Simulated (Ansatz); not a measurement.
# CH8BN: structure from calculated spectroscopic constants

These gas-phase data were calculated for one isomer of CH8BN at B3LYP-D3(BJ)/def2-SVP (harmonic, unscaled wavenumbers; equilibrium rotational constants with average atomic masses):

- rotational constants: 25.79, 7.504, 6.58 GHz
- all wavenumbers above 1500 cm⁻¹: 3567, 3550, 3444, 3084, 3036, 2980, 2450, 2414, 1626, 1622
- dipole moment: 5.01 D (PBE0/def2-TZVPD)

Candidates:

(1) `[BH3-][NH2+]C`, a singlet
(2) `C[BH2-][NH3+]`, a singlet

**Question.** Assign the data to one candidate and say why.

**Answer.** Candidate (2). 3 modes lie between 3250 and 3800 cm⁻¹, one for each N–H bond, while (1) has 2.

The same quantities for all candidates:

```tsv
	rotational constants (GHz)	wavenumbers above 1500 cm⁻¹	dipole (D)	E above the lowest, B3LYP-D3(BJ)/def2-SVP (kcal/mol)
(1)	28.21, 8.287, 7.344	3535, 3474, 3173, 3148, 3050, 2481, 2479, 2413, 1626	5.29	10.1
(2)	25.79, 7.504, 6.58	3567, 3550, 3444, 3084, 3036, 2980, 2450, 2414, 1626, 1622	5.01	0.0
```

Harmonic stretches to hydrogen usually lie a few per cent above observed fundamentals. Programs: Ansatz 0.2.0.

The B–H region supports the assignment independently: two stretches, at 2450 and 2414 cm⁻¹, fit the BH2 group of (2), whereas (1) has three. The pair at 1626 and 1622 cm⁻¹ fits the nearly degenerate deformations of an NH3 group, where an NH2 group has a single scissoring mode. The C–H stretches are lower in (2), as expected for a methyl group on electropositive boron rather than on quaternised nitrogen. All three rotational constants are also smaller in (2); the longer C–B bond probably contributes, as does, for the two smaller constants, the move of the heavier nitrogen from the middle of the chain to its end. The dipole moment discriminates poorly, since both isomers contain a strongly polar N→B dative bond.

The energy preference for (2) probably reflects the exchange of a C–N and a B–H bond for a C–B and an N–H bond, rather than a difference in dative bond strength alone. It doesn't show that (1) would rearrange readily, since that would require breaking and remaking strong covalent bonds.
